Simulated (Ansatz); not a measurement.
## Ligand exchange: GeH(SH) + C2H7AlS → Ge(SH)2 + C2H7Al

Gas-phase species: GeH(SH), singlet; C2H7AlS `C[CH2][AlH][SH]`, singlet; Ge(SH)2, singlet; C2H7Al `C[CH2][AlH2]`, singlet. The partners trade H for SH: Ge–H and Al–SH bonds give way to Ge–SH and Al–H.

Shapes, held fixed at every level: PBE0-D4/def2-TZVP. Flexible molecules stand in one conformer, not always the lowest. Programs: Ansatz 0.2.0. Electronic energies: no zero-point or thermal term.

```
              level                    kind  ΔE (kJ/mol)  less CCSD(T)/def2-TZVPP
      HF/def2-TZVPP            Hartree–Fock        +26.9                     +2.0
  PBE-D4/def2-TZVPP                     GGA        +15.7                     -9.2
B3LYP-D4/def2-TZVPP           global hybrid        +16.6                     -8.3
 wB97X-V/def2-TZVPP  range-separated hybrid        +23.3                     -1.6
     MP2/def2-TZVPP     perturbation theory        +20.3                     -4.6
    CCSD/def2-TZVPP   coupled cluster or CI        +26.9                     +2.0
 CCSD(T)/def2-TZVPP   coupled cluster or CI        +24.9                      0.0
```

The highest level, CCSD(T)/def2-TZVPP, gives ΔE = +24.9 kJ/mol; the levels span +15.7 to +26.9. The column of differences is taken from that level and isn't an error. No measured value is set beside it here. Relativity is left out for Ge. Outer-core shells of Ge are correlated, in sets that cover them unevenly.

The exchange is uphill in electronic energy at every level, so the thiolate group favours aluminium over divalent germanium when hydride is the ligand traded. Aluminium is the more electropositive centre, which makes its bond to sulfur strongly polar, and its empty p orbital can accept some sulfur lone-pair density. Germanium in a germylene has such an orbital too, but in Ge(SH)2 two sulfur donors must share it, so the second thiolate probably gains less than the first. The energy is nonetheless a balance of four bonds and doesn't separate these contributions or give any single bond strength.

The sign is secure across the methods, the size less so: PBE-D4 and B3LYP-D4 make the exchange markedly less unfavourable than CCSD(T), while wB97X-V stays close to it. Hartree–Fock coincides with CCSD, which suggests that correlation contributions largely cancel between the two sides, not that they are small in each molecule. The preference applies to monomers and needn't carry over to condensed phases, where aluminium hydrides and thiolates readily associate through bridging ligands.
